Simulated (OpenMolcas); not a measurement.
## How methods differ on SiF4 (silicon tetrafluoride)

The species is SiF4 (5 atoms), meant as a singlet with charge 0. SMILES: `F[Si](F)(F)F`. The coordinates come from a PBE0-D4/def2-TZVP relaxation.

Each level gives the vertical ionisation energy (to the doublet cation) (eV). The values are calculated.

```json
{"level": "HF/6-311+G**", "kind": "Hartree–Fock", "program": "OpenMolcas", "value (eV)": "16.47", "CPU time (all runs)": "1.9 min"}
{"level": "BLYP/6-311+G**", "kind": "GGA", "program": "OpenMolcas", "value (eV)": "14.50", "CPU time (all runs)": "4.9 min"}
{"level": "revPBE/6-311+G**", "kind": "GGA", "program": "OpenMolcas", "value (eV)": "14.47", "CPU time (all runs)": "2.7 min"}
{"level": "M06-L/6-311+G**", "kind": "meta-GGA", "program": "OpenMolcas", "value (eV)": "14.90", "CPU time (all runs)": "4.2 min"}
{"level": "TPSS/6-311+G**", "kind": "meta-GGA", "program": "OpenMolcas", "value (eV)": "14.64", "CPU time (all runs)": "3.7 min"}
{"level": "r2SCAN/6-311+G**", "kind": "meta-GGA", "program": "OpenMolcas", "value (eV)": "15.01", "CPU time (all runs)": "3.8 min"}
{"level": "M06-2X/6-311+G**", "kind": "hybrid meta-GGA", "program": "OpenMolcas", "value (eV)": "16.50", "CPU time (all runs)": "5.5 min"}
{"level": "PBE0/6-311+G**", "kind": "global hybrid", "program": "OpenMolcas", "value (eV)": "15.59", "CPU time (all runs)": "2.5 min"}
```

The values span 14.47 to 16.50 eV. CPU times are rough (shared hosts, several kinds of processor): they show what a rung costs within a factor of a few.

The ionisation energy of SiF4 depends strongly on the treatment of exchange. The two GGAs lie lowest, the three meta-GGAs somewhat higher, PBE0 at 15.59 eV, and M06-2X and HF close together at the top. The rise with exact exchange is not strictly monotonic, since M06-2X slightly exceeds HF.

The electron leaves a nonbonding combination of fluorine 2p lone pairs, which silicon s and p orbitals cannot mix with by symmetry in the tetrahedral molecule. The high ionisation energy therefore reflects the tightly bound fluorine 2p shell rather than the strength of the Si–F bond. The known first photoelectron band lies near the upper end of the computed range, so the semilocal values are too low, probably because these functionals overstabilise a hole spread over several equivalent fluorines. The near agreement of HF with M06-2X does not validate HF, which lacks correlation altogether. Nor do these vertical energies show whether the cation, once free to relax, stays bound or loses a fluorine atom.
